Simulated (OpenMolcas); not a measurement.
**How methods differ on CH3F2Si (SMILES C[Si](F)F)**

The species is CH3F2Si (7 atoms), meant as a doublet with charge 0. SMILES: `C[Si](F)F`. The coordinates come from a PBE0-D4/def2-TZVP relaxation.

```jsonl
{"atom": "C", "x (Å)": "-0.2742", "y (Å)": "0.7290", "z (Å)": "-0.2180"}
{"atom": "Si", "x (Å)": "0.7851", "y (Å)": "-0.7904", "z (Å)": "-0.0455"}
{"atom": "F", "x (Å)": "1.0774", "y (Å)": "-1.0376", "z (Å)": "1.5058"}
{"atom": "F", "x (Å)": "-0.0509", "y (Å)": "-2.0568", "z (Å)": "-0.5460"}
{"atom": "H", "x (Å)": "-0.5392", "y (Å)": "0.8938", "z (Å)": "-1.2635"}
{"atom": "H", "x (Å)": "0.2527", "y (Å)": "1.6077", "z (Å)": "0.1573"}
{"atom": "H", "x (Å)": "-1.1898", "y (Å)": "0.5863", "z (Å)": "0.3642"}
```

Each level gives the energy change with the C1–Si2 bond stretched from 1.860 to 2.139 Å (eV). The values are calculated.

| level | kind | program | value (eV) | CPU time (all runs) |
| --- | --- | --- | --- | --- |
| UHF/6-311+G** | Hartree–Fock | OpenMolcas | 0.50 | 38 s |
| USVWN5/6-311+G** | LDA | OpenMolcas | 0.46 | 69 s |
| UPBE/6-311+G** | GGA | OpenMolcas | 0.35 | 99 s |
| UM06-L/6-311+G** | meta-GGA | OpenMolcas | 0.44 | 2.4 min |
| UTPSS/6-311+G** | meta-GGA | OpenMolcas | 0.35 | 2.4 min |
| UBHLYP/6-311+G** | global hybrid | OpenMolcas | 0.47 | 1.7 min |
| UM06-2X/6-311+G** | hybrid meta-GGA | OpenMolcas | 0.47 | 2.1 min |
| UPBE0/6-311+G** | global hybrid | OpenMolcas | 0.44 | 1.7 min |

The first shape isn't each level's own minimum. The values span 0.35 to 0.50 eV. Times are those of the runs behind each value, whatever else they computed, on shared processors of several kinds: orders of magnitude only.

Every level makes stretching the C–Si bond uphill, as expected for weakening a polar σ bond by reducing its orbital overlap. The silicon centre is pyramidal in the given geometry, in line with fluorine substitution favouring an unpaired electron in a silicon orbital with appreciable s character. That electron is not the bonding pair being stretched, so the energy rise mainly probes the σ framework.

UPBE and UTPSS give the softest response, both 0.35 eV, and UHF the stiffest at 0.50 eV. Adding exact exchange to PBE raises the cost to 0.44 eV in PBE0, but exact exchange does not order the whole set: USVWN5 and UM06-L contain none, yet give 0.46 and 0.44 eV, within or close to the hybrid range. The spread probably reflects differences in preferred bond length as well as in stiffness. Agreement among the hybrids therefore doesn't establish their accuracy, and the energy of this partial stretch is not a bond dissociation energy.
